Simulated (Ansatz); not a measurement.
## BAs at -1 GPa: from Born charge to LO–TO splitting and polaron coupling

The calculation used DFT LDA, scalar-relativistic, plane waves, PAW (Ansatz 0.2.0). Cutoff 420 eV, 10×10×10 k-points (Γ-centred), fixed occupations. No spin polarisation. Phonons by linear response, acoustic sum rule imposed.

The cell, relaxed at -1 GPa:
```
CELL_PARAMETERS angstrom
0.00000 2.37149 2.37149
2.37149 0.00000 2.37149
2.37149 2.37149 0.00000
ATOMIC_POSITIONS crystal
B 0.00000 0.00000 0.00000
As 0.75000 0.75000 0.75000
```

The run warned that the force constants aren't converged on this k mesh, so the frequencies and all that is formed from them are rough.

Linear response gives ν_TO = 695.2 cm⁻¹, Born charges ±0.520 e (positive on As) and ε∞ = 9.687. The primitive cell holds 26.674 Å³, and the masses are 10.810 and 74.922 amu.

Q: Find ν_LO and the static dielectric constant.

A: The long-wave field adds a restoring force: ω_LO² − ω_TO² = Z*²e²/(ε_vac ε∞ μV). In these units ν_LO² − ν_TO² = 4.92064×10⁷ Z*²/(μ V ε∞) cm⁻², with μ = m₁m₂/(m₁ + m₂) = 9.447 amu: 5446 cm⁻². So ν_LO = √(695.2² + 5446) = 699.1 cm⁻¹, and the run gives 699.1. Lyddane–Sachs–Teller then gives ε0 = ε∞ (ν_LO/ν_TO)² = 9.80, against 9.80 in the run (it forms both from the same three quantities, so the match checks the arithmetic only). Between ν_TO and ν_LO the dielectric function is negative and an undamped crystal reflects fully: a reststrahlen band from 14.3 to 14.4 μm.

Q: What do the Clausius–Mossotti polarisability and the Szigeti charge come to?

A: With the Lorentz local field, α = (3V/4π)(ε∞ − 1)/(ε∞ + 2) = 4.73 Å³ for the pair, and e_S = 3Z*/(ε∞ + 2) = 0.13 e. The Born charge includes the electrons' response to the dipole's own local field, and e_S takes that enhancement out. The Lorentz field assumes point-like polarisable ions, a poor picture once ε∞ is this large, since the electron clouds then overlap or are shared, so both numbers are formal here.

Q: How strongly does a slow electron couple to the LO mode?

A: For one isotropic parabolic band, Fröhlich's constant is α_F = (1/ε∞ − 1/ε0) √(m* Ry/ħω_LO), with Ry = 13.606 eV, ħω_LO = 86.7 meV and m* in free-electron masses: α_F = 0.0012 × 12.53 × √m* = 0.01 √m*. The band mass isn't part of this run; for m* = 0.1, 0.3 and 1 it gives 0.00, 0.01, 0.01. In weak coupling the polaron lies α_F ħω_LO below the band edge (1 meV at m* = 0.3) with a mass m*(1 + α_F/6); past α_F of about 5 or 6 that expansion fails. A semilocal functional's ε∞ tends to be too large, which taken alone lowers α_F.

Cost: 1 run of about 0.62 core-minutes, on AMD EPYC 7R43 (Zen 3) (shared hosts).

BAs comes out as an almost purely covalent crystal whose optical phonon carries little polarity. The LO–TO splitting is small because a modest Born charge enters squared and its field is strongly screened by the valence electrons. The force constants don't enter the difference of the squared frequencies, but they set the height of the optical branch, and the splitting is that difference divided by the sum of the two frequencies, so a high branch makes it smaller still. The high branch itself reflects stiff, short bonds and the light boron atom, which carries most of the motion.

The positive charge on As reverses the usual III–V order. Boron's 2p shell has no p core beneath it and is compact, so B and As attract the bonding electrons about equally, and the sign is probably decided by how bond charge shifts as the atoms move. It is a dynamical charge and doesn't establish a static transfer from As to B.

Lattice polarisation thus adds little to the static screening, and Fröhlich coupling is weak for any of the masses tried. Weak polar coupling doesn't imply weak electron–phonon scattering overall, since deformation-potential coupling remains.
